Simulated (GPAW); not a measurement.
# Static electronic dielectric constant of SrCl2 at the LDA level: response kernel, number of bands and scissors shift

Pushing the empty bands upward should make a crystal harder to polarise, yet in SrCl2 the two runs with the largest upward shift, 1 eV, give the largest dielectric constants. We take up this puzzle with a practical target: an uncoated SrCl2 window in a dry, sealed housing, used in the near infrared at photon energies up to about 1 eV, which may reflect at most 8% per surface at normal incidence. We also want a working value that needs no hand-chosen shift or kernel strength.

The calculated quantity is ε∞, the electronic dielectric constant at zero frequency with clamped ions, relative to 1 for vacuum. The table holds no measured value, so the settings are compared with one another, with RPA on unshifted LDA bands as the baseline.

## Method

The measured cell of a diffraction database, fixed. GPAW 26.7.0, plane waves with PAW (cutoff 500 eV), no spin polarisation, no spin-orbit coupling, clamped ions. Each name gives functional, response level, k mesh, size of the sum over states, local-field cutoff and any scissors shift of the empty bands; line broadening 0.2 eV. The smallest direct gap met on these meshes is 5.17 eV. The runs were spread over Arm Neoverse V2 and Intel(R) Xeon(R) Platinum 8488C (Sapphire Rapids), shared with other work, so times are rough and not strictly comparable between rows. The same in all rows: local-field cutoff: 30 eV; k-point spacing: 0.19 1/Å.

Notes on method and selection:

- Runs that did not converge, have known faults or may not be shown are not listed, and runs on Ansatz's PAW sets soft_1 and soft_2 are kept to separate tables.

Columns:

- bands: bands in the sum.
- scissors (eV): scissors shift.
- ε∞: real dielectric constant at zero frequency.
- cost (core-s): processor time of the response step.

## Table of results

| member | bands | scissors (eV) | ε∞ | cost (core-s) |
| --- | --- | --- | --- | --- |
| LDA, Bootstrap, 8×8×8, 53 bands, 30 eV, scissors 1 eV | 53 | 1.0 | 3.32 | 13 |
| LDA, Bootstrap, 8×8×8, 25 bands, 30 eV, scissors 1 eV | 25 | 1.0 | 3.30 | 6.7 |
| LDA, ALDA, 8×8×8, 53 bands, 30 eV | 53 | 0.0 | 3.02 | 14 |
| LDA, ALDA, 8×8×8, 25 bands, 30 eV | 25 | 0.0 | 2.95 | 8 |
| LDA, RPA, 8×8×8, 53 bands, 30 eV | 53 | 0.0 | 2.88 | 13 |
| LDA, LR0.2, 8×8×8, 53 bands, 30 eV, scissors 0.5 eV | 53 | 0.5 | 2.84 | 14 |
| LDA, RPA, 8×8×8, 25 bands, 30 eV | 25 | 0.0 | 2.83 | 6.7 |
| LDA, LR0.2, 8×8×8, 25 bands, 30 eV, scissors 0.5 eV | 25 | 0.5 | 2.80 | 6.8 |

## Why the values move as they do

Over the whole table, the choice of kernel and shift matters more than the size of the sum. With 53 bands, ALDA lies 0.14 above the RPA value of 2.88, Bootstrap with a 1 eV shift lies 0.44 above it, and LR0.2 with a 0.5 eV shift lies 0.04 below it. The order is the same with 25 bands. Going from 25 to 53 bands raises ε∞ by only 0.02 to 0.07, because each further empty state adds a positive but small term to the static polarisability.

Only the step from RPA to ALDA changes the kernel alone. The exchange-correlation kernel is attractive and offsets part of the Hartree repulsion that opposes the induced charge, so the crystal polarises more easily: ε∞ − 1 grows from 2.88 − 1 = 1.88 to 3.02 − 1 = 2.02, a factor 2.02 / 1.88 = 1.07.

The scissors shift was never varied within one kernel, so its effect has to be estimated. For a long-range kernel −α/q², theory gives ε∞ = 1 + x / (1 − αx/4π), where x is the RPA value of ε∞ − 1. With α = 0.2 and no shift this is 1 + 1.88 / (1 − 0.2 × 1.88 / 12.57) = 2.94. The table has 2.84 with the shift, which suggests that 0.5 eV lowers ε∞ by about 0.10. The sign is as expected, since larger transition energies weaken every term of the sum. LR0.2 thus comes out close to RPA because two opposite changes partly cancel.

The same formula suggests an answer to the puzzle, though it infers the kernel strength from the result and so does not test it. Bootstrap has ε∞ − 1 at 3.32 − 1 = 2.32. To reach this from the unshifted RPA response, α would have to be 12.57 × (1/1.88 − 1/2.32) = 1.27, and more once the shift has lowered that response. Read as a long-range kernel of this form, the Bootstrap attraction is at least six times that of LR0.2, enough to outweigh the larger shift.

## Residuals

The two Bootstrap runs stand apart: the lower of them, 3.30, is 0.28 above the highest value from any other kernel. We would not use them as design values. This kernel was devised to reproduce excitonic absorption edges, and a good edge does not ensure a good static limit. It is also meant to act on a corrected gap, whereas the 1 eV shift is probably smaller than the LDA gap error in a wide-gap chloride, roughly 2 eV, and a gap that stays too small pushes ε∞ upward.

Bootstrap also gains least from the larger sum, 0.02 against 0.05 for RPA. The kernel is built from the response itself and weakens as that response grows, which damps the gain relative to a kernel of fixed strength. That alone need not bring it below the gain of RPA, so the small value remains unexplained.

## Cost against accuracy

The response step takes 6.7 to 8 core-seconds with 25 bands and 13 to 14 with 53. These times leave out the band calculation that has to come first. It is done once for each number of bands and serves all four kernels, but it takes longer than a response step and also grows with the number of bands, so the full price of the larger sum is higher than the table shows. In return, ε∞ changes by 0.07 in ALDA and 0.05 in RPA. For a crystal of this size the whole calculation is still short, and we see no practical reason to stay with the smaller sum. At a fixed number of bands the times of the four kernels lie too close together, on shared machines, to rank them, so the kernel can be chosen on physical grounds alone.

## Choosing a member

In the transparent range we take the refractive index as n = √ε∞ and the reflectance per surface as R = ((n − 1)/(n + 1))². The limit R = 8% then corresponds to n of about 1.8 and ε∞ of about 3.2.

With 53 bands the four levels give:

- Bootstrap, 1 eV shift: R = 8.5%
- ALDA: R = 7.3%
- RPA: R = 6.7%
- LR0.2, 0.5 eV shift: R = 6.5%

The 25-band runs lead to the same verdicts, with Bootstrap at 8.4% and the others between 6.3% and 7.0%. Bootstrap fails the limit. LR0.2 passes it but needs both a chosen α and a chosen shift, which the brief excludes. ALDA and RPA remain, and we keep the larger sum for both.

We pick ALDA with 53 bands. In the static limit its kernel is the one that belongs to the LDA ground state, so it describes how the LDA density itself responds to a field. RPA with 53 bands is the runner-up; it leaves out the exchange-correlation part of that response.

LDA usually overestimates ε∞, by roughly 5 to 10%. Correcting for a 10% overestimate gives 3.02 / 1.1 = 2.75 and R = 6.1%, so an error of the usual sign widens the margin.

The window would fail if the true ε∞ were more than about 3.2 − 3.02 = 0.18 above the ALDA value. The gain from 25 to 53 bands, 0.07, is well inside that margin. So is dispersion: at 1 eV, with transitions starting at 5.17 eV, ε − 1 rises by at most about 4%, which takes ε to about 3.1.

A measured electronic dielectric constant closer to 2.88 than to 3.02 would favour RPA as the working value without changing the verdict on the window.

## Closing remarks

For SrCl2 on LDA bands, at one k mesh and one local-field cutoff, the choice of kernel and shift moves ε∞ by up to about 0.5, while going from 25 to 53 bands moves it by less than 0.1. A kernel and a scissors shift that are changed together can hide each other's effect, as they do for LR0.2.

The largest omitted contribution is that of the ions. In a static field they move and raise the dielectric constant, in an ionic crystal like this one by far more than the spread of the table. This matters for a capacitor but not for the near-infrared window, where the ions cannot follow the field. The values hold for the long-wavelength limit; we also computed the response at finite momentum transfer, which is not tabled.
